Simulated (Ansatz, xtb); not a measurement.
Two isomers of H8S2Si3

We compare a, `[SiH3][Si]([SiH3])(S)S`, a singlet, with b, `[SiH3][Si@@H](S)[SiH2]S`, a singlet. Both are isolated molecules in the gas phase, relaxed with r2SCAN-D4/def2-SVP; the shapes shown needn't be the lowest conformers.

a (Å):

```xyz
13

S    -0.3696    1.7623    2.7305
S    -2.4108    0.5391   -0.0181
Si    0.9918   -0.7486    0.5715
Si   -0.9840    0.0605    1.5397
Si   -2.0775   -1.4993    2.9063
H     1.5258    0.2771   -0.3769
H     0.6766   -1.9968   -0.1862
H     2.0253   -1.0446    1.6098
H    -3.2429   -0.8357    3.5681
H    -1.1226   -1.9684    3.9550
H    -2.5620   -2.6710    2.1149
H    -1.6070    2.0250    3.2126
H    -1.5834    1.3772   -0.6858
```

b (Å):

```yaml
atoms:
  - { symbol: S, position_ang: [3.0737, 0.8751, 2.4973] }
  - { symbol: S, position_ang: [-1.8438, 1.8904, 0.0676] }
  - { symbol: Si, position_ang: [1.0407, -1.1446, 0.0929] }
  - { symbol: Si, position_ang: [1.0553, 0.4470, 1.8212] }
  - { symbol: Si, position_ang: [-0.0099, 2.4073, 1.0957] }
  - { symbol: H, position_ang: [-0.3509, -1.5738, -0.2402] }
  - { symbol: H, position_ang: [1.6661, -0.5304, -1.1189] }
  - { symbol: H, position_ang: [1.8440, -2.3377, 0.4981] }
  - { symbol: H, position_ang: [0.3667, -0.0907, 3.0357] }
  - { symbol: H, position_ang: [3.4971, 1.3028, 1.2857] }
  - { symbol: H, position_ang: [0.8235, 3.0579, 0.0407] }
  - { symbol: H, position_ang: [-0.2282, 3.3859, 2.2060] }
  - { symbol: H, position_ang: [-2.3808, 1.2271, 1.1174] }
```

Quicker runs give these differences E(b) − E(a): GFN2-xTB −3.9 kcal/mol; HF/STO-3G +1.3 kcal/mol (at GFN2-xTB geometries); r2SCAN-D4/def2-SVP//GFN2-xTB +3.1 kcal/mol.

Task: Estimate which is lower in electronic energy at CCSD(T)/def2-SVP + ΔMP2/def2-TZVPP, and by roughly how much.

Result: The CCSD(T)/def2-SVP + ΔMP2/def2-TZVPP calculation puts structure a lower, by 2.1 kcal/mol.

Level by level:

```tsv
level	geometry	E(b) − E(a) (kcal/mol)	departure from the last row (kcal/mol)	job, with rough time for the two
GFN2-xTB	GFN2-xTB	−3.9	−6.1	optimisation, 0.33 s
HF/STO-3G	GFN2-xTB	+1.3	−0.8	single point, 0.46 s
r2SCAN-D4/def2-SVP//GFN2-xTB	GFN2-xTB	+3.1	+1.0	single point, 3.2 s
r2SCAN-D4/def2-SVP	r2SCAN-D4/def2-SVP	+2.5	+0.4	optimisation, 54 s
HF/def2-SVP	r2SCAN-D4/def2-SVP	+1.2	−0.9	part of the CCSD(T) run
MP2/def2-SVP	r2SCAN-D4/def2-SVP	+2.9	+0.8	part of the CCSD(T) run
CCSD(T)/def2-SVP	r2SCAN-D4/def2-SVP	+2.4	+0.3	single point
CCSD(T)/def2-SVP + ΔMP2/def2-TZVPP	r2SCAN-D4/def2-SVP	+2.1		single point, 33 s
```

As drawn, both hold the same kinds of bond in the same numbers.

GFN2-xTB puts the two in the other order. The largest departure from CCSD(T)/def2-SVP + ΔMP2/def2-TZVPP is that of GFN2-xTB, 6.1 kcal/mol. The last row adds to CCSD(T) the change of the MP2 difference between the two basis sets, here −0.3 kcal/mol.

With thermal terms from frequencies at re-optimised GFN2-xTB minima (ideal gas, soft modes damped towards free rotors, one conformer each, 298.15 K, 1 atm): on the last row, ΔE + ΔZPE = +2.7, ΔH = +2.3, ΔG = +2.9 kcal/mol.

The correlated steps freeze 25 core orbitals. Mirror images aren't counted in ΔG. Run with Ansatz 0.2.0, xtb 6.7.1; the last row on 2 threads of Intel(R) Xeon(R) 6975P-C (Granite Rapids) on a shared host.

The preference for a is modest: placing both SH groups on the central silicon is slightly better than spreading them over neighbouring silicons. Since the bond types balance, the difference reflects how the substituents interact. A likely source is the geminal S–Si–S unit, where a sulfur lone pair can delocalise into the adjacent polar Si–S σ* orbital, an anomeric-type stabilisation that b lacks. It should be weaker than in oxygen analogues, because sulfur is less electronegative and its lone pairs overlap less effectively with silicon.

Hartree–Fock already favours a, and correlation roughly doubles the gap, from +1.2 to +2.4 kcal/mol in the same basis. This suggests that electron correlation, probably including dispersion around the more crowded centre, reinforces the preference. The reversed GFN2-xTB order comes mainly from its energy function and not its structures, since r2SCAN-D4 favours a at those same geometries. Thermal terms leave the order intact, but the energies alone cannot separate delocalisation from steric and electrostatic contributions.
